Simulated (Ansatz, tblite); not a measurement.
CH6OSeSi (SMILES CO[SiH2][SeH]): the vertical energy of the triplet above the singlet, rung by rung

CH6OSeSi: 10 atoms, total charge 0, spin state singlet. As SMILES, `CO[SiH2][SeH]`. Geometry: relaxed at PBE0-D4/def2-TZVP. This is one conformer, not always the lowest.

Each level gives the vertical energy of the triplet above the singlet (eV). The values are calculated.

```json
{"level": "GFN2-xTB", "kind": "semi-empirical", "program": "tblite", "value (eV)": "4.36", "less CCSD(T)/6-31G*": "-1.37", "CPU time (all runs)": "under 2 s"}
{"level": "HF/6-31G* (spherical functions)", "kind": "Hartree–Fock", "program": "Ansatz", "value (eV)": "5.18", "less CCSD(T)/6-31G*": "-0.55", "CPU time (all runs)": "16 s"}
{"level": "SVWN5/6-31G* (spherical functions)", "kind": "LDA", "program": "Ansatz", "value (eV)": "5.58", "less CCSD(T)/6-31G*": "-0.15", "CPU time (all runs)": "27 s"}
{"level": "BLYP/6-31G* (spherical functions)", "kind": "GGA", "program": "Ansatz", "value (eV)": "5.43", "less CCSD(T)/6-31G*": "-0.30", "CPU time (all runs)": "35 s"}
{"level": "r2SCAN/6-31G* (spherical functions)", "kind": "meta-GGA", "program": "Ansatz", "value (eV)": "5.47", "less CCSD(T)/6-31G*": "-0.26", "CPU time (all runs)": "75 s"}
{"level": "BHLYP/6-31G* (spherical functions)", "kind": "global hybrid", "program": "Ansatz", "value (eV)": "5.52", "less CCSD(T)/6-31G*": "-0.21", "CPU time (all runs)": "48 s"}
{"level": "MP2/6-31G* (spherical functions)", "kind": "perturbation theory", "program": "Ansatz", "value (eV)": "5.79", "less CCSD(T)/6-31G*": "+0.06", "CPU time (all runs)": "16 s"}
{"level": "CCSD(T)/6-31G* (spherical functions)", "kind": "coupled cluster or CI", "program": "Ansatz", "value (eV)": "5.73", "less CCSD(T)/6-31G*": "0.00", "CPU time (all runs)": "3.1 min"}
```

CCSD(T)/6-31G* (spherical functions) is the highest level here, not the true value. All-electron rows without a relativistic Hamiltonian named are non-relativistic. The values span 4.36 to 5.79 eV. A triplet this far above the singlet is often a Rydberg-like or dissociative state; sets without diffuse functions put Rydberg states too high. In the correlated wave-function rows the outer d shell of Se is correlated, in sets not made for it. CPU times are rough (shared hosts, several kinds of processor and program).

Every level places the triplet well above the closed-shell singlet at this geometry. The excitation probably promotes an electron from the selenium 4p lone pair, the most weakly held in the molecule, into an antibonding σ* orbital at Se–H or Si–Se. With no low-lying π* orbital to receive the electron, the gap is large.

Hartree–Fock falls 0.55 eV below CCSD(T), as expected when opposite-spin correlation is missing: unpairing two electrons costs correlation energy that mean-field theory doesn't count. MP2 recovers this and slightly overshoots. The four density functionals lie close together, between 5.43 and 5.58 eV, and all fall below CCSD(T). The small difference between BLYP and BHLYP suggests an excitation without much long-range charge transfer. GFN2-xTB is the clear outlier and is unsuitable for a quantitative estimate of this gap.

Because the gap is vertical, it doesn't show whether the triplet, once relaxed, would keep its Se–H and Si–Se bonds.
